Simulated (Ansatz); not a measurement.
A series in volume scale on Au

Results calculated with Ansatz 0.2.0, not measured. Free energy against uniform scaling of the volume at fixed shape and fractions; periodic cell, basis, potentials, k mesh and filling as listed.

The cell before it is scaled or strained (space group P6_3/mmc, No. 194):
```
cell vectors (Å)
   2.9000     0.0000     0.0000
  -1.4500     2.5115     0.0000
   0.0000     0.0000     4.8800
atoms (fractions of the cell vectors)
Au  0.33333  0.66667  0.75000
Au  0.66667  0.33333  0.25000
```

Settings of every row: functional PBEsol; dispersion none; potentials all-electron LAPW; k mesh 11x11x6; k shift 0x0x0; occupations fermi dirac; smearing width 0.1 eV; spin none; SCF threshold exponent -8.

Limits: coarse k mesh, up to 40 meV an atom off; no spin-orbit coupling, which can matter with elements this heavy.

| row | volume scale | V (Å³/atom) | energy above lowest point (meV/atom) |
| --- | --- | --- | --- |
| 1 | 0.94 | 16.705 | 2.3 |
| 2 | 0.97 | 17.238 | 0 |
| 3 | 1 | 17.771 | ? |
| 4 | 1.03 | 18.305 | 42.1 |
| 5 | 1.06 | 18.838 | 80.7 |

Question: what energy above lowest point should row 3 give?

Worked fit of energy above lowest point. Take u = (V_r/V)^(2/3) − 1 with V_r = 17.771 Å³ an atom, which is twice the finite (Eulerian) strain; such expansions in the strain, on which the Birch-Murnaghan equation of state is built, carry the rest volume and the bulk modulus. The shown rows have u = 0.0421, 0.02051, -0.01954, -0.03813. Least squares give energy above lowest point = 14.24 − 1053.3 × u + 18203 × u² meV/atom; a straight line predicts inner rows, each left out in turn, worse (root mean square 17 against 0.78 meV/atom). The rows lie off it by 0.1, -0.3, 0.3, -0.2. Its lowest point lies at u = 0.0289, or V = 17.03 Å³ an atom, and the curvature there gives the bulk modulus at fixed shape and fractions, B = (4/9)(1 + u)² E″(u)/V = 161 GPa. Letting shape and atoms relax would as a rule lower it, by much in layered, chain or molecular crystals. The withheld row has u = 0, so the fit gives 14.24 − 1053.3 × (0) + 18203 × (0)² = 14.2 meV/atom.

The calculation gave 14.4 meV/atom. The fit lies 0.2 meV/atom (1.4 % of the value, 0.25 % of the column's range) below it; its largest miss of a shown row is 0.3 meV/atom.
